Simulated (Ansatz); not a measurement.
## Ligand exchange: GaH(CH3)(SH) + GeH3(SH) → GaH(SH)2 + GeH3(CH3)

Gas-phase species: GaH(CH3)(SH), singlet; GeH3(SH), singlet; GaH(SH)2, singlet; GeH3(CH3) (methyl germane), singlet. The partners trade CH3 for SH: Ga–CH3 and Ge–SH bonds give way to Ga–SH and Ge–CH3.

Shapes, held fixed at every level: PBE0-D4/def2-TZVP. Flexible molecules stand in one conformer, not always the lowest. Programs: Ansatz 0.2.0. The zero-point and thermal change to 298 K, harmonic and unscaled (PBE0-D4/def2-TZVP), is +1.6 kJ/mol.

(1) Estimate ΔH(298 K) of this reaction.

Results:

(1) The highest level, CCSD(T)/def2-TZVPP, gives ΔH(298 K) = -44.2 kJ/mol; the levels span -49.3 to -41.3. The column of differences is taken from that level and isn't an error. No measured value is set beside it here. Relativity is left out for Ga, Ge. Outer-core shells of Ga, Ge are correlated, in sets that cover them unevenly.

```csv
level,kind,ΔH(298 K) (kJ/mol),less CCSD(T)/def2-TZVPP
B3LYP-D4/def2-TZVPP,global hybrid,-42.1,+2.1
PBE0-D4/def2-TZVPP,global hybrid,-42.2,+2.0
r2SCAN0-D4/def2-TZVPP,global hybrid,-43.8,+0.4
wB97M-V/def2-TZVPP,range-separated hybrid,-41.3,+2.9
B2PLYP/def2-TZVPP,double hybrid,-42.7,+1.5
MP2/def2-SVP,perturbation theory,-49.3,-5.1
CCSD(T)/def2-SVP,coupled cluster or CI,-49.2,-5.0
CCSD(T)/def2-TZVPP,coupled cluster or CI,-44.2,0.0
```

The exchange is clearly exothermic at every level, so thiolate prefers gallium and methyl prefers germanium in this pair. The main cause is probably the empty 4p orbital on three-coordinate Ga(III), which can accept π density from a sulfur lone pair. Methyl offers only weak hyperconjugation, and four-coordinate Ge(IV) has only σ* orbitals to accept such donation. Sulfur and carbon are close in electronegativity, so simple bond polarity is unlikely to account for the preference alone. Because the gallium reactant already carries one SH group, the second must share the same acceptor orbital; the same holds on replacing the first methyl of a dimethylgallium thiolate analogue, which would probably be a reasonable guide to this value.

In the smaller basis, MP2 and CCSD(T) nearly coincide, at -49.3 and -49.2 kJ/mol, whereas the larger basis brings CCSD(T) to -44.2 kJ/mol. The spread thus reflects basis size more than correlation beyond second order. The enthalpy concerns isolated monomers; thiolate bridging between gallium centres could alter the balance in condensed phases.
